**Q:** I measure photoelectron spectra of the silyl anion, SiH₃⁻, and I went through this table for the level of theory that I should trust. MP2/CBS is off by 86 meV and CCSDT(Q) by 130 meV. I had learned that CCSDT(Q) is by far the better method. Has it failed here?

Ansatz 0.2.0 and Ansatz afq 1 (AFQMC): vertical detachment energy from SiH₃⁻ (singlet, RHF) to SiH₃ (doublet, UHF) at the PBE0/def2-TZVPD geometry, with frozen cores. The basis is aug-cc-pVDZ; rows marked CBS give the def2-TZVPP/QZVPP limit. The best estimate is CCSD(T)/CBS plus the step from CCSD(T) to CCSDT(Q) in aug-cc-pVDZ.

| level | this level less the best estimate at the basis limit (meV) | statistical noise, one standard error (meV) |
| --- | --- | --- |
| HF | -1058.0 | 0.000 |
| MP2 | -240.0 | 0.000 |
| CCSD | -182.0 | 0.000 |
| CCSD(T) | -135.0 | 0.000 |
| CCSDT | -134.0 | 0.000 |
| CCSDT(Q) | -130.0 | 0.000 |
| ph-AFQMC/CISD | -102.0 | 12.000 |
| released AFQMC | -132.0 | 9.000 |
| HF/CBS | -1094.0 | 0.000 |
| MP2/CBS | -86.0 | 0.000 |
| CCSD(T)/CBS | -5.0 | 0.000 |

**A:** The two numbers measure different things. The gap is the energy needed to take one electron from the anion while the nuclei stay where they are, the vertical detachment energy. The column "this level less the best estimate at the basis limit" compares each row with a best estimate of 1.929 eV. A negative entry means that the level binds the electron too weakly.

Rows ending in /CBS are estimates for a complete set of basis functions. The other rows use one small basis, yet they are compared with the same complete-basis value. Their entries therefore hold two errors at once: that of the method, and that of the functions from which the orbitals are built. The failure lies in reading the column as a ranking of methods.

**Q:** How can I separate the two errors?

**A:** Use the CCSDT(Q) row as a ruler. The best estimate was itself brought to the CCSDT(Q) level, so the −130 meV of that row stands for the small basis alone, as far as the estimated limit is right. Subtract it from another small-basis row, and you compare that method with CCSDT(Q) in the same basis. What remains is the error of the method there.

For MP2 this gives −240 − (−130) = −110 meV. The same subtraction leaves −52 meV for CCSD and −5 meV for CCSD(T). The familiar order is back. MP2/CBS looked better than CCSDT(Q) only because it had been freed of the basis error, while CCSDT(Q) had not.

The distinction matters in practice, because the two errors need different cures. A larger basis removes the error of CCSDT(Q). It leaves MP2 with most of its own, since the −86 meV are what MP2 still gets wrong at the limit.

**Q:** Why should a small basis bind the electron too weakly? It could just as well bind it too strongly.

**A:** Think of where the electron comes from. The anion has four valence pairs: three Si–H bonds and a lone pair on silicon. Detachment breaks up the lone pair. Two electrons in one pair avoid each other, and this avoidance, called correlation, lowers the energy. The anion has more of it than the neutral radical, because the radical has one complete pair fewer.

A description that gives too little correlation therefore harms the anion more than the radical. The anion comes out too high, and the gap too small. A small basis has just this fault. Where two electrons meet, the exact wavefunction has a kink, and products of smooth orbitals reproduce a kink only slowly as functions are added.

The table bears out the direction. From the small basis to the limit, the CCSD(T) gap grows by 130 meV and the MP2 gap by 154 meV. The Hartree–Fock part of both falls by 36 meV, so their correlation parts grow by 166 and 190 meV. That the kink is the reason is standard theory, which these rows agree with but do not prove.

**Q:** Hartree–Fock changes much less with the basis. Isn't that a good sign?

**A:** It is the most misleading sign in the table. The HF gap moves by only 36 meV from the small basis to the limit, so it looks nearly converged. Yet in the small basis it is 1.929 − 1.058 = 0.871 eV, less than half the best estimate. It has settled on a wrong value.

The reason is the same avoidance. In Hartree–Fock each electron feels only the average field of the others, so there is no kink between electrons to describe, and a modest basis should nearly suffice as long as it has diffuse functions, as aug-cc-pVDZ does. For the same reason the method leaves out the correlation that helps to hold the extra electron. Stability against the basis suggests at most that the basis is good enough for the method, and says nothing about whether the method is good enough for the problem.

One detail calls for caution. The HF gap falls towards the limit, while the correlated gaps rise. The basis sets used for the limit lack diffuse functions, the wide ones that the outer part of an anion needs, and this could weaken the binding a little and account for part of the fall. I have not tested that. If it is so, the best estimate is somewhat too low as well.

**Q:** Can I estimate how much binding Hartree–Fock loses, without a calculation on the radical?

**A:** You can get the scale by counting pairs. Suppose that the four pairs are alike. Let e be the correlation energy inside one pair, and p that between two different pairs. Four pairs can be combined in six ways, so the anion has 4e + 6p in total.

Now take away one electron. The correlation inside its pair is gone, which costs e. The electron left behind still interacts with the three other pairs, but only half as much as the full pair did, which costs 3p/2. The loss is e + 3p/2, exactly a quarter of the total, whatever the ratio of e to p.

In the same calculation, the anion energy from CCSDT(Q) lies 4566 meV below that from Hartree–Fock. A quarter of this is 1141 meV. The table gives −1058 − (−130) = −928 meV for the HF error in the small basis. The count is a little over a fifth too high, with nothing fitted.

It is plausible that it errs on this side. The count assumes that the radical gains nothing in return. In fact the vacancy left in the lone-pair orbital gives the remaining electrons new ways to avoid each other, so the radical keeps more correlation than the count allows.

**Q:** Does the quarter rule also work for the better methods?

**A:** Only where the missing correlation is that of pairs. CCSD treats pairs well, and what it lacks is mostly correlation among three electrons at once. Each such term involves three of the eight valence electrons. If all eight share equally, taking one away removes three eighths of the total, not a quarter.

CCSD misses 160 meV in the anion, so this count gives 60 meV, against 52 meV found. It is again somewhat too high. For CCSD(T) the remaining errors are too small to test so crude a count.

MP2 breaks the quarter rule, although what it lacks is mostly pair correlation. Its anion energy lies 996 meV above that of CCSDT(Q), so the gap should be too small by 249 meV. The error found is 110 meV, less than half of that.

**Q:** So MP2 is better than its reputation?

**A:** Its gap is better than its energies. If the anion lies 996 meV too high and the gap is only 110 meV too small, the radical must lie 996 − 110 = 886 meV too high. Nearly nine tenths of the error is common to both species and drops out of the difference.

With equal pairs, only three quarters would drop out. The correlation that MP2 lacks may be shared unevenly among the electrons, or MP2 may also miss some of the new correlation that the vacancy allows in the radical. These numbers can't tell the two apart, but the second is the one to expect: it is the same gain that made the count too high for Hartree–Fock, and MP2 should catch only part of it. You can recognise such a cancellation by comparing the total energy with a higher level, as well as the gap. A small error in a difference between two large errors is no proof of a sound method.

**Q:** What do the coupled-cluster methods add that MP2 lacks?

**A:** MP2 lets each pair of electrons respond once, as if the other pairs did not respond too. CCSD lets all pairs adjust to one another, which halves the error of the gap. What it still lacks is mostly the joint motion of three electrons. Including this in CCSD(T) raises the gap by another 47 meV and brings it within a few meV of CCSDT(Q) in the same basis.

**Q:** CCSDT(Q) in a large basis is expensive. Could I run CCSD(T) in the small basis and let MP2 supply the basis correction?

**A:** That is a sensible recipe, and this table lets you test it. Start from the −135 meV of CCSD(T) in the small basis and add the 154 meV by which the MP2 gap grows. The result is +19 meV, while CCSD(T)/CBS stands at −5 meV. The recipe overshoots by 24 meV.

It removes most of the basis error, because MP2 sees the same kink as CCSD(T). It doesn't remove all of it, because MP2 overstates how much the gap gains from the larger basis. The method error and the basis error are thus only roughly independent. For a gap of nearly 2 eV this may be good enough, but not if you want to settle differences of 10 meV.

**Q:** Then CCSD(T)/CBS, with its error of 5 meV, is the row to trust?

**A:** It is a good choice of method, best taken to the limit in basis sets with diffuse functions, but that entry is not the evidence for it. The best estimate was made by taking the CCSD(T)/CBS gap and adding the step from CCSD(T) to CCSDT(Q). In the small basis that step is −130 − (−135) = 5 meV. The entry of −5 meV is this same step with its sign reversed. It would come out just as small if the basis limit were wrong by ten times as much.

What the table does support is narrower. In one and the same basis, CCSD(T) and CCSDT(Q) nearly agree on this gap.

**Q:** Is there a check that doesn't come from coupled cluster?

**A:** The two AFQMC rows come close to one. This method samples the correlated state by random walks, so its entries carry statistical noise. The released walk differs from CCSDT(Q) by 2 meV, with a standard error of 9 meV. That is agreement, though not a fully independent one. The walks are guided by a trial state built from CCSD amplitudes, and the reference was admitted only because the two methods lay within a few tens of meV of each other.

The phaseless walk, ph-AFQMC/CISD, lies 28 meV above CCSDT(Q), with a standard error of 12 meV. It uses a constraint to keep the noise in check, and the constraint can shift the result. The printed noise doesn't cover such a shift. Since the difference vanishes when the constraint is released, a bias is the likely cause, but at little more than two standard errors chance remains possible.

**Q:** What should I take from this for my own work?

**A:** Compare methods within one basis, and bases within one method. When you look at a new detachment energy, ask whether a pair is broken. If it is, a method or basis that is short of correlation will tend to bind the electron too weakly.

For your spectrum, remember that the best estimate holds for fixed nuclei and leaves out zero-point motion. It belongs roughly with the maximum of the band, not with its onset.
